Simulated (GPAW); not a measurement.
# Static electronic dielectric constant of KF in PBE: scissors shift, number of bands and a long-range kernel

A usual rule of thumb says that the electronic polarisability of an insulator falls in inverse proportion to its gap, so that a scissors shift of the empty bands should lower ε∞ accordingly. The series puts this to the test for KF. The quantity matters because ε∞ sets the refractive index well below the absorption edge and the electronic screening of charged defects and polar vibrations. It is calculated from PBE bands with clamped ions, in the random-phase approximation (RPA) or with a long-range exchange–correlation kernel (LR0.2), and with 20 or 29 bands in the sum over states. Vacuum has ε∞ = 1, so the response of the crystal is ε∞ − 1. Changes in ε∞ are taken between rows of the table; no measured value is compared here.

## Set-up

The measured cell of a diffraction database, fixed. GPAW 26.7.0, plane waves with PAW (cutoff 400 eV), no spin polarisation, no spin-orbit coupling, clamped ions. Each name gives functional, response level, k mesh, size of the sum over states, local-field cutoff and any scissors shift of the empty bands; line broadening 0.05 eV. The smallest direct gap met on these meshes is 6.16 eV. The runs were spread over Arm Neoverse V2 and Intel(R) Xeon(R) Platinum 8488C (Sapphire Rapids), shared with other work, so times are rough and not strictly comparable between rows. The same in all rows: local-field cutoff: 30 eV; k-point spacing: 0.13 1/Å.

Notes on method and selection:

- Runs that did not converge, have known faults or may not be shown are not listed, and runs on Ansatz's PAW sets soft_1 and soft_2 are kept to separate tables.

Columns:

- bands: bands in the sum.
- scissors (eV): scissors shift.
- ε∞: real dielectric constant at zero frequency.
- cost (core-s): processor time of the response step.

## Results

| member | bands | scissors (eV) | ε∞ | cost (core-s) |
| --- | --- | --- | --- | --- |
| PBE, RPA, 16×16×16, 29 bands, 30 eV | 29 | 0.0 | 1.933 | 8.8 |
| PBE, RPA, 16×16×16, 20 bands, 30 eV, scissors 1 eV | 20 | 1.0 | 1.839 | 6.7 |
| PBE, RPA, 16×16×16, 20 bands, 30 eV | 20 | 0.0 | 1.898 | 6.7 |
| PBE, RPA, 16×16×16, 29 bands, 30 eV, scissors 1 eV | 29 | 1.0 | 1.874 | 8.6 |
| PBE, LR0.2, 16×16×16, 29 bands, 30 eV, scissors 0.5 eV | 29 | 0.5 | 1.917 | 8.6 |
| PBE, LR0.2, 16×16×16, 20 bands, 30 eV, scissors 0.5 eV | 20 | 0.5 | ? | 6.7 |

Cells marked ? are withheld until the estimate has been made.

## Reading the trend

In the RPA rows a scissors shift of 1 eV lowers ε∞ by the same amount for both band counts: 1.933 − 1.874 = 0.059 with 29 bands and 1.898 − 1.839 = 0.059 with 20. The sign agrees with the rule of thumb, but the size does not. If the response scaled as the inverse of the smallest direct gap, 6.16 eV, it would fall to 6.16 / (6.16 + 1) = 0.86 of its unshifted value. With 29 bands it falls only to (1.874 − 1) / (1.933 − 1) = 0.94.

The likely reason is that the static response sums transitions over the whole zone, from all the filled bands (the deeper ones included) to many empty bands, and most of these transitions lie well above the gap. With fixed dipole matrix elements, a single effective transition energy E gives ε∞ − 1 ∝ 1/(E + Δ), where Δ is the scissors shift. The 29-band rows then give E = (1.874 − 1) × 1 / 0.059 = 14.8 eV, more than twice the smallest direct gap. A rigid shift of 1 eV is a small fraction of such an energy.

Going from 20 to 29 bands raises ε∞ by 1.933 − 1.898 = 0.035 without the shift and by 1.874 − 1.839 = 0.035 with it. At zero frequency each added empty band contributes to the polarisability with the same sign, so a truncated sum gives too small a response. The missing nine bands have 0.035 / 0.059 = 0.59 of the effect of a 1 eV scissors shift, in the same direction. A short sum can therefore pass for a gap correction. No larger sum is shown, so 1.933 is not established as the converged RPA value.

The long-range kernel acts the other way. It represents an attraction between electron and hole, which strengthens the response. With 29 bands and a 0.5 eV shift it gives 1.917, against (1.933 + 1.874) / 2 = 1.9035 midway between the two RPA rows, a rise of about 0.014. That is roughly half of what the 0.5 eV shift takes away.

## A prediction

Plain estimates from the members shown:

- PBE, LR0.2, 16×16×16, 20 bands, 30 eV, scissors 0.5 eV, mean of the 5 members shown: 1.892 , standard deviation 0.033

The mean of the five members, 1.892, is not the best starting point, because three of them use 29 bands and the withheld member uses 20. The RPA rows with 20 bands fix its response before the kernel is applied. Midway between shifts of 0 and 1 eV they give (1.898 + 1.839) / 2 = 1.8685, so x = ε∞ − 1 is 1.8685 − 1 = 0.8685.

A long-range kernel of the form −α/q² changes this to ε∞ − 1 = x / (1 − αx/4π), with α = 0.2 read from the name LR0.2 and 4π = 12.57. The route can be tried on the 29-band member, where x is 1.9035 − 1 = 0.9035:

0.9035 / (1 − 0.2 × 0.9035 / 12.57) = 0.9167

This gives ε∞ = 1.917, as in the table. For the withheld member the same step gives

0.8685 / (1 − 0.2 × 0.8685 / 12.57) = 0.8807

and hence ε∞ = 1.881.

The test leaves a miss below the printed rounding, but it is a single test. The larger uncertainty is the straight-line interpolation in the scissors shift. The inverse-energy form lies slightly below the line: for 29 bands it gives (1.933 − 1) × 14.8 / (14.8 + 0.5) = 0.9025 against 0.9035, a difference of 0.001. This is taken as the standard deviation.

**Committed estimate, PBE, LR0.2, 16×16×16, 20 bands, 30 eV, scissors 0.5 eV: ε∞ = 1.881 ± 0.001.**

## The answer

| member | bands | scissors (eV) | ε∞ | cost (core-s) |
| --- | --- | --- | --- | --- |
| PBE, LR0.2, 16×16×16, 20 bands, 30 eV, scissors 0.5 eV | 20 | 0.5 | 1.881 | 6.7 |

| member | estimate | ε∞ | computed | estimate − computed | miss in error bars |
| --- | --- | --- | --- | --- | --- |
| PBE, LR0.2, 16×16×16, 20 bands, 30 eV, scissors 0.5 eV | committed | 1.881 | 1.881 | 0.000 | 0.0 |
| PBE, LR0.2, 16×16×16, 20 bands, 30 eV, scissors 0.5 eV | mean | 1.892 | 1.881 | +0.011 |  |

The estimate of 1.881 agrees with the computed value to the printed digit and so lies inside its error bar of 0.001. The mean of the five other members, 1.892, is too high by 0.011, chiefly because three of those members use 29 bands; that only one of them has the kernel offsets part of this.

The two steps of the route held in combination: the midpoint between the RPA rows for the 0.5 eV shift, and the long-range kernel applied with α = 0.2. The kernel raises ε∞ by 1.881 − 1.8685 = 0.0125 with 20 bands, against 1.917 − 1.9035 = 0.0135 with 29. In both cases the size follows from α and the RPA response, with nothing fitted to the kernel rows.

The result is a weaker test of the exact form of the kernel correction. Simply subtracting the RPA band effect from the 29-band kernel row gives 1.917 − 0.035 = 1.882, which is only 0.001 away. What the new row establishes is that the band count and the kernel act almost independently here.

## Exceptions

No member stands out from the trend. The highest value, 1.933, belongs to the RPA row with 29 bands and no shift, and the lowest, 1.839, to the RPA row with 20 bands and a 1 eV shift. Their difference, 1.933 − 1.839 = 0.094, is the sum of the band effect, 0.035, and the scissors effect, 0.059.

## Rules of thumb and their limits

For sums of 20 or 29 bands and shifts of 0 to 1 eV, the effects of band count and scissors shift on ε∞ add to within the printed rounding. Another shift in this range at either of these two band counts, with RPA or LR0.2, should be open to estimation to about 0.001; band counts in between are not covered, since the added bands need not contribute equally. That figure describes agreement between settings, not accuracy against experiment.

In terms of the refractive index well below the absorption edge, n = √ε∞, the 1 eV shift with 29 bands lowers n from √1.933 = 1.390 to √1.874 = 1.369. Using 20 bands instead of 29 without a shift lowers it to √1.898 = 1.378, so an index quoted to two decimals already depends on the length of the sum.

The motion of the ions is left out of ε∞ by definition. In an ionic crystal such as KF it raises the dielectric constant at frequencies below the lattice vibrations by far more than the whole spread of the table.
